# The piezoelectric polaron at weak coupling, with numbers for wurtzite GaN

In a crystal without an inversion centre a sound wave can carry a macroscopic electric field, and a conduction electron couples to that field. I shall derive the coupling, then the ground-state energy, the mass and the phonon number at zero temperature, and finish with GaN.

## Premises

1. One electron of charge $-e$ sits in a parabolic, isotropic band of mass $m$. The overlap of the periodic Bloch factors is set to one.
2. Acoustic phonons have $\omega=sq$ up to a cutoff $q_m$.
3. The lattice is a linear piezoelectric continuum with scalar relative permittivity $\epsilon_s$ at fixed strain, density $\rho$ and volume $\mathcal V$. I write $\epsilon=\epsilon_{\rm vac}\epsilon_s$, in SI form.
4. There are no other free carriers and $T=0$, until I lift these two conditions explicitly.

## The coupling

The displacement field is $D_i=\epsilon E_i+e_{ijk}S_{jk}$, with strain $S_{jk}=\tfrac12(\partial_ju_k+\partial_ku_j)$ and piezoelectric tensor $e_{ijk}=e_{ikj}$. Sound is far slower than light, so the field is quasi-static, $\mathbf E=-\nabla\phi$. Take a wave $\mathbf u=\boldsymbol\xi\,u_q e^{i\mathbf q\cdot\mathbf r}$ with real unit polarisation $\boldsymbol\xi$ and $\mathbf q=q\mathbf n$. With no free charge $\nabla\cdot\mathbf D=0$, which reads $\epsilon q^2\phi_q-q^2e_\lambda u_q=0$, so

$$\phi_q=\frac{e_\lambda(\mathbf n)}{\epsilon}\,u_q,\qquad e_\lambda(\mathbf n)=n_i\,e_{ijk}\,n_j\,\xi_k .$$

The powers of $q$ cancel, and the potential follows the displacement itself. Quantise the branch with amplitude $\sqrt{\hbar/2\rho\mathcal V sq}$. The electron energy $-e\phi$ gives

$$H=\frac{p^2}{2m}+\sum_{\mathbf q}\hbar sq\,a^\dagger_{\mathbf q}a_{\mathbf q}+\sum_{\mathbf q}V_q\left(a_{\mathbf q}e^{i\mathbf q\cdot\mathbf r}+a^\dagger_{\mathbf q}e^{-i\mathbf q\cdot\mathbf r}\right),\qquad |V_q|^2=\frac{e^2e_\lambda^2\hbar}{2\epsilon^2\rho\mathcal V sq}.$$

Define the dimensionless electromechanical coupling $K^2=e_\lambda^2/\epsilon\rho s^2$. Then $|V_q|^2=K^2e^2\hbar s/2\epsilon\mathcal Vq$, or

$$|V_q|^2=\frac{4\pi\alpha(\hbar s)^2}{\mathcal V q},\qquad \alpha=\frac{K^2e^2}{8\pi\epsilon_{\rm vac}\epsilon_s\hbar s}.$$

For now $K^2$ is a constant. Its dependence on direction returns later.

**Question.** *Why the static permittivity, when the Fröhlich coupling involves $\epsilon_\infty$ as well?*

The field oscillates at the acoustic frequency, below the optical phonons, so electrons and internal ionic coordinates both follow it. For the same reason the optical phonons dress a slow electron first, and $m$ is the mass with that dressing included. The difference between the permittivity at fixed strain and at fixed stress, and the piezoelectric stiffening of $s$, are relative corrections of order $K^2$. For the GaN inputs used later the stiffening is below one per cent on average, and the permittivity difference is about two per cent along $c$ and one per cent in the basal plane.

## Second-order energy

An electron with wave vector $\mathbf k$ emits a virtual phonon $\mathbf q$ and reabsorbs it. The intermediate state lies above the initial one by $\hbar sq+\hbar^2[(\mathbf k-\mathbf q)^2-k^2]/2m$, so with $\mu$ the cosine of the angle between $\mathbf k$ and $\mathbf q$,

$$\Delta E(k)=-\sum_{\mathbf q}\frac{|V_q|^2}{\hbar sq+\hbar^2q^2/2m-\hbar^2kq\mu/m}.$$

Phonon energy and recoil energy are equal at $q_0=2ms/\hbar$, where both are $2ms^2$. Use these units: $x=q/q_0$, $\kappa=k/q_0$, $x_m=\hbar q_m/2ms$. The denominator is $2ms^2\,x(1+x-2\kappa\mu)$. With $\sum_{\mathbf q}\to(\mathcal V/2\pi^2)\int q^2dq\,\langle\dots\rangle$, where the bracket is the average over directions, and with $\hbar sq_0=2ms^2$,

$$\sum_{\mathbf q}|V_q|^2(\dots)=(2ms^2)^2\,\frac{2\alpha}{\pi}\int_0^{x_m}x\,dx\,\langle\dots\rangle .$$

One factor $x$ cancels against the denominator:

$$\frac{\Delta E}{2ms^2}=-\frac{2\alpha}{\pi}\int_0^{x_m}dx\left\langle\frac{1}{1+x-2\kappa\mu}\right\rangle .$$

At $\kappa=0$ the integral is elementary:

$$\boxed{E_0=-\frac{2\alpha}{\pi}\,2ms^2\,\ln\!\left(1+\frac{\hbar q_m}{2ms}\right)}$$

For $x\gg1$ each decade of wave vector contributes equally, and the cutoff enters only through a logarithm.

## The mass

The denominator stays positive for all $x$ and $\mu$ as long as $2\kappa<1$, which means $\hbar k/m<s$. An electron slower than sound cannot emit a real phonon, and the expansion in $\kappa$ is then legitimate:

$$\frac1{1+x-2\kappa\mu}=\frac1{1+x}+\frac{2\kappa\mu}{(1+x)^2}+\frac{4\kappa^2\mu^2}{(1+x)^3}+\dots$$

The odd term averages to zero, $\langle\mu^2\rangle=1/3$, and $\int_0^{x_m}(1+x)^{-3}dx=\tfrac12[1-(1+x_m)^{-2}]$. The bare kinetic energy is $2ms^2\kappa^2$, so for $x_m\gg1$

$$E(k)=E_0+\frac{\hbar^2k^2}{2m}\left(1-\frac{4\alpha}{3\pi}\right),\qquad \boxed{\frac{m^*}{m}=1+\frac{4\alpha}{3\pi}+O(\alpha^2)}$$

The mass comes from $x\lesssim1$ and does not feel the cutoff.

The integral can also be done without expanding. Put $w=2\kappa$. The angular average is $(2w)^{-1}\ln[(1+x+w)/(1+x-w)]$, and since $t\ln t-t$ is a primitive of $\ln t$, up to terms of order $x_m^{-2}$

$$\frac{\Delta E}{2ms^2}=-\frac{2\alpha}{\pi}\left[\ln(1+x_m)+1-\frac{(1+w)\ln(1+w)-(1-w)\ln(1-w)}{2w}\right].$$

The fraction expands as $1-w^2/6-w^4/20-\dots$, so the quartic term of the shift is $0.3\,w^2$ times the quadratic one.

## The phonon number

The first-order state contains one phonon with amplitude $f_{\mathbf q}=-V_q/(\hbar sq+\hbar^2q^2/2m)$ at $k=0$. Then

$$N=\sum_{\mathbf q}|f_{\mathbf q}|^2=\frac{2\alpha}{\pi}\int\frac{dx}{x(1+x)^2}=\frac{2\alpha}{\pi}\left[\ln\frac{x}{1+x}+\frac1{1+x}\right]_{x_{\min}}^{x_m}.$$

For $x_{\min}\ll1\ll x_m$ this is $N=(2\alpha/\pi)[\ln(1/x_{\min})-1]$, which diverges logarithmically as $x_{\min}\to0$. The origin is classical. At small $q$, $f_q\propto q^{-3/2}$, the displacement goes as $q^{-1/2}f_q\propto q^{-2}$, and so $u(r)\propto1/r$. The strain falls as $1/r^2$, like the Coulomb field that drives it. Its energy, $\int r^{-4}r^2dr$, converges at large $r$, but the quanta that carry it become arbitrarily soft, and their number diverges. The structure is that of the soft-photon problem treated by Bloch and Nordsieck in 1937.

**Question.** *If $N$ is infinite, the first-order state is not a small correction. Why trust the energy and the mass?*

Because a variational state that holds any number of phonons gives the same two results. This is the method of Lee, Low and Pines (1953). The total momentum $\mathbf P=\mathbf p+\sum\hbar\mathbf q\,a^\dagger a$ commutes with $H$. The unitary transformation $\exp(-i\mathbf r\cdot\sum\mathbf q\,a^\dagger a)$ removes $\mathbf r$ and leaves

$$H_P=\frac{(\mathbf P-\sum\hbar\mathbf q\,a^\dagger a)^2}{2m}+\sum\hbar sq\,a^\dagger a+\sum V_q(a+a^\dagger).$$

Take a product of coherent states with real amplitudes $f_{\mathbf q}$, and let $\mathbf Q=\sum\hbar\mathbf qf^2$. In such a state each occupation has mean and variance $f^2$, so the squared phonon momentum averages to $Q^2+\sum\hbar^2q^2f^2$, and

$$E=\frac{(\mathbf P-\mathbf Q)^2}{2m}+\sum f^2\left(\hbar sq+\frac{\hbar^2q^2}{2m}\right)+2\sum V_qf .$$

Setting $\partial E/\partial f_{\mathbf q}=0$ gives $f_{\mathbf q}=-V_q/(\hbar sq+\hbar^2q^2/2m-\hbar\mathbf q\cdot\mathbf v)$ with $\mathbf v=(\mathbf P-\mathbf Q)/m$. Since $E$ is stationary in $f$, the group velocity $\partial E/\partial\mathbf P$ equals $\mathbf v$. At $P=0$, $v=0$ is a solution, and its energy is exactly the boxed $E_0$, which is therefore an upper bound to the ground-state energy for any $\alpha$. At finite velocity, with $w=v/s$ and $x_m\to\infty$,

$$\frac{Q}{2ms}=\frac{2\alpha}{\pi}\int_0^\infty dx\left\langle\frac{\mu}{(1+x-w\mu)^2}\right\rangle=\frac{2\alpha}{\pi}\left[\frac{1}{2w^2}\ln\frac{1+w}{1-w}-\frac1w\right].$$

For small $w$ the bracket is $w/3$, so $Q=(4\alpha/3\pi)mv$ and $P=mv+Q=m(1+4\alpha/3\pi)v$, the boxed mass. As $w\to1$, $Q$ diverges, so within this trial state the polaron stays slower than sound at any $P$.

The product state omits only the cross recoil $\hbar^2\mathbf q\cdot\mathbf q'/m$ between two phonons present together. For soft phonons this term is smaller than their energy by a factor of order $x$, so the numerous phonons are nearly independent. The hard ones are rare: their number above $x=1$ is $(2\alpha/\pi)(\ln2-\tfrac12)=0.193\,(2\alpha/\pi)$. This power counting indicates that the corrections are of order $\alpha^2$ with no large logarithm. What does suffer is the overlap with the bare electron, $Z=e^{-N}\propto x_{\min}^{2\alpha/\pi}$ in the product state, which vanishes as a power of the system size.

**Question.** *What cuts the logarithm off in practice?*

Anything that ends the Coulomb field: the sample size, a compensating hole or ionised donor, or free carriers. Static screening with wave vector $q_s=yq_0$ multiplies $V_q$ by $q^2/(q^2+q_s^2)$, so

$$N=\frac{2\alpha}{\pi}\int_0^\infty\frac{x^3\,dx}{(x^2+y^2)^2(1+x)^2}.$$

For $y\ll1$ split at $\Lambda$ with $y\ll\Lambda\ll1$. The lower part gives $\ln(\Lambda/y)-\tfrac12$, the upper part $\ln(1/\Lambda)-1$, and $N=(2\alpha/\pi)[\ln(1/y)-\tfrac32]$. If the carriers are slower than sound the response is dynamic, $1-\omega_p^2/s^2q^2$ with $\omega_p^2=ne^2/\epsilon m$ at density $n$. It grows as $q^{-2}$ too, so the logarithm ends near $q_s=\omega_p/s$, although the constant $-\tfrac32$ belongs to the static form only. Once $q_s$ approaches $q_0$, screening also removes the phonons that make the mass.

## Directions and branches in wurtzite

With $z$ along the $c$ axis the piezoelectric polarisation has $z$ component $e_{33}S_{zz}+e_{31}(S_{xx}+S_{yy})$ and transverse components $2e_{15}S_{xz}$ and $2e_{15}S_{yz}$. Take $\mathbf n=(\sin\theta,0,\cos\theta)$ and approximate the modes as purely longitudinal, $\boldsymbol\xi=\mathbf n$, or purely transverse, $\boldsymbol\xi=(\cos\theta,0,-\sin\theta)$. Projecting the polarisation on $\mathbf n$ gives

$$e_L=\cos\theta\,(e_{33}\cos^2\theta+A\sin^2\theta),\qquad e_T=-\sin\theta\,(B\cos^2\theta+e_{15}\sin^2\theta),$$

with $A=e_{31}+2e_{15}$ and $B=e_{33}-e_{31}-e_{15}$. The mode polarised along $y$ has no field. The averages over the sphere are

$$\langle e_L^2\rangle=\tfrac17e_{33}^2+\tfrac4{35}e_{33}A+\tfrac8{105}A^2,\qquad\langle e_T^2\rangle=\tfrac2{35}B^2+\tfrac{16}{105}Be_{15}+\tfrac{16}{35}e_{15}^2 .$$

At second order the branches add. For constant $s$ in each branch, $E_0$ and $N$ need only these averages. In the mass term the weight $\mu^2$ stays inside the average, so for motion along a principal axis $\delta m/m=(4/3\pi)\sum_\lambda\langle3\mu^2\alpha_\lambda(\mathbf n)\rangle$. Along $c$ the weight is $3\cos^2\theta$, in the basal plane $\tfrac32\sin^2\theta$.

The stiffness $\rho s^2$ of each mode is $\xi_in_jC_{ijkl}n_l\xi_k$, which gives $c_L=C_{11}\sin^4\theta+C_{33}\cos^4\theta+2(C_{13}+2C_{44})\sin^2\theta\cos^2\theta$ and $c_T=C_{44}+(C_{11}+C_{33}-2C_{13}-4C_{44})\sin^2\theta\cos^2\theta$. I replace each by its spherical average, using $\langle\sin^4\theta\rangle=8/15$, $\langle\cos^4\theta\rangle=1/5$ and $\langle\sin^2\theta\cos^2\theta\rangle=2/15$.

## Numbers for GaN

Compiled values: $C_{11}=390$, $C_{33}=398$, $C_{44}=105$ GPa (Oses 2018), $\epsilon_s=10.4$ along $c$ at 300 K (Ioffe Institute), used for all directions and at low temperature, and the gap 3.44 eV at 300 K (Wing 2021). Assumed typical inputs: $m=0.20\,m_e$, $\rho=6150$ kg/m³, $C_{13}=106$ GPa, $e_{33}=0.65$, $e_{31}=-0.33$, $e_{15}=-0.30$ C/m², and a formula mass of 83.73 u. Two formula units per cell give a cell volume of 0.0452 nm³. Each acoustic branch has one mode per cell, so $q_m=(6\pi^2/\text{cell volume})^{1/3}=10.9$ nm⁻¹. With $e^2/4\pi\epsilon_{\rm vac}=1.44$ eV nm, $\alpha=K^2(1.44\ \text{eV nm})/2\epsilon_s\hbar s$.

| quantity | longitudinal | transverse |
|---|---|---|
| $\langle e_\lambda^2\rangle$ (C²/m⁴) | 0.0572 | 0.0763 |
| $\rho s^2$ (GPa) | 371.9 | 125.8 |
| $s$ (km/s) | 7.78 | 4.52 |
| $\hbar s$ (meV nm) | 5.12 | 2.98 |
| $K^2$ | 0.00167 | 0.00658 |
| $\alpha$ | 0.023 | 0.153 |
| $q_0$ (nm⁻¹) | 0.0269 | 0.0156 |
| $2ms^2$ (µeV) | 137.5 | 46.5 |
| $2ms^2/k_B$ (K) | 1.60 | 0.54 |
| $\ln(1+x_m)$ | 6.01 | 6.55 |
| $E_0$ (µeV) | −11.9 | −29.7 |
| $4\alpha/3\pi$ | 0.0096 | 0.0650 |

The slow branch dominates because $\alpha\propto e_\lambda^2/s^3$. The total coupling is 0.176, the model's energy shift is −42 µeV, and the direction-averaged mass correction is 0.075. The difference between $1/(1-0.075)$ and $1+0.075$, which is 0.006, indicates the size of the second-order terms. The weighted averages give $\delta m/m=0.11$ along $c$ and 0.057 in the plane. The cloud that makes the mass has the scale $1/q_0=64$ nm for the transverse branch, so the continuum description is safe there. With $q_{\min}=1/L$ and $L=1$ mm the phonon numbers are 0.13 and 0.84, in total 0.98, and $Z=0.38$. Only 0.019 transverse phonons lie above $q_0$.

**Question.** *How good are the averaged modes and the inputs?*

Diagonalising the acoustic matrix direction by direction, so that both $s$ and $\boldsymbol\xi$ vary with $\theta$, lowers $\alpha_T$ by less than 10 per cent. It lowers the transverse contribution to the mass along $c$ by between 10 and 20 per cent, so the anisotropy above is overstated. A typical in-plane permittivity of 9.5 would raise the coupling of in-plane waves by a factor 1.20, since $\alpha\propto\epsilon_s^{-2}$. The permittivity at fixed stress exceeds the one at fixed strain by the tensor $e\,C^{-1}e^{\mathsf T}$. With a typical $C_{12}=145$ GPa this is 2.3 per cent of $\epsilon$ along $c$, and in the plane $e_{15}^2/C_{44}$ is 0.9 per cent. If the compiled 10.4 refers to fixed stress, $\alpha$ rises by less than 5 per cent. The piezoelectric constants matter more. Typical sets in use differ by about a factor of two in $e_{33}$, and an assumed set with $e_{33}=1.27$, $e_{31}=-0.35$ C/m² and the same $e_{15}$ multiplies $\alpha_T$ by 2.15. The set chosen lies on the low side, so the model may underestimate the coupling by up to such a factor.

**Question.** *Is a parabolic band credible at $q_m$?*

No. The parabola gives 23 eV there. It reaches the gap energy at 4.25 nm⁻¹, and cutting off at that point changes the shift to −35 µeV. The energy is thus known to one figure, about −0.04 meV, while the mass correction and the infrared logarithm are untouched.

**Question.** *How does this compare with the other couplings?*

A deformation potential $D$ gives the longitudinal branch an energy $D\,\nabla\cdot\mathbf u=iqD\,u_q$. It is a quarter period out of phase with the real piezoelectric term, so the squares add, and the ratio of squares is $rx^2$ with $r=(Dq_0\epsilon)^2/e^2\langle e_L^2\rangle$. An assumed $D=8$ eV gives $r=0.0069$. Inserting $rx^2$ in the mass integral gives $(8\alpha_L/3\pi)\,r\int_0^{x_m}x^2(1+x)^{-3}dx=0.0006$, which is negligible. Inserting it in the energy integral gives $-(2\alpha_L/\pi)\,2ms_L^2\,r\int_0^{x_m}x^2(1+x)^{-1}dx=-1.1$ meV. That number grows as $q_m^2$ and is only an order of magnitude, but it exceeds the piezoelectric shift by far.

For the optical Fröhlich coupling, $\alpha_F=(e^2/4\pi\epsilon_{\rm vac})(\epsilon_\infty^{-1}-\epsilon_s^{-1})\sqrt{2m\omega_{LO}/\hbar}\,/2\hbar\omega_{LO}$, with weak-coupling results $-\alpha_F\hbar\omega_{LO}$ and $\delta m/m=\alpha_F/6$. Using the compiled mean $\epsilon_\infty=5.3$ (Chen 2018), a typical $\hbar\omega_{LO}=0.092$ eV and, for orientation, the same $m$, one gets $\alpha_F=0.50$, −46 meV and 0.084. The piezoelectric energy is a thousand times smaller, yet its zero-temperature mass correction is of the same size.

**Question.** *Would a cyclotron experiment at 4.2 K see seven per cent?*

It would not see this formula. For $k_BT\gg2ms^2$ the occupation is $n_q\approx\tau/x$ with $\tau=k_BT/2ms^2$, thermal electrons have $\kappa\approx\sqrt\tau$, and the phonon energy drops out of the denominators. Emission and absorption then add to a factor $2n_q$, and the principal value is taken:

$$\frac{\Delta E_T}{2ms^2}=-\frac{4\alpha\tau}{\pi}\int_0^\infty\frac{dx}{4\kappa x}\ln\left|\frac{x+2\kappa}{x-2\kappa}\right|=-\frac{\pi\alpha\tau}{2\kappa},$$

because the integral of $x^{-1}\ln|\dots|$ equals $\pi^2/2$. This shift rises with $k$ and increases the velocity, opposite in sign to the cold result. At $\kappa^2=\tau$ it is $\pi\alpha/2\sqrt\tau$ of the kinetic energy. For the transverse branch at 4.2 K, $\tau=7.8$ and the fraction is 0.086. Mahan and Hopfield analysed this regime for CdS in 1964. It comes with real scattering.

## Range of validity

- **Coupling.** $4\alpha/3\pi\ll1$. The smallness of $N$ is not required for $E_0$ or $m^*$.
- **Velocity.** $\hbar k/m<s$ for the slowest coupled branch. The quadratic form of the shift holds up to the relative term $0.3\,(\hbar k/ms)^2$.
- **Temperature.** The thermal velocity $\sqrt{3k_BT/m}$ must lie below $s$, so $T\ll ms^2/3k_B$, which is 0.09 K for the transverse branch of the model. A cyclotron quantum must likewise be small against $ms^2$.
- **Carrier density.** $\omega_p/s\ll q_0$, that is $n\ll\epsilon ms^2q_0^2/e^2$, which is $3.3\times10^{12}$ cm⁻³ here.
- **Cutoff.** $E_0$ has logarithmic accuracy and is only the piezoelectric part of the band-edge shift.

Within these limits the GaN model gives $\alpha\approx0.18$, $E_0\approx-0.04$ meV and $m^*/m\approx1.07$ on average, with $\alpha$, $E_0$ and $m^*/m-1$ all scaling as the square of the assumed piezoelectric constants.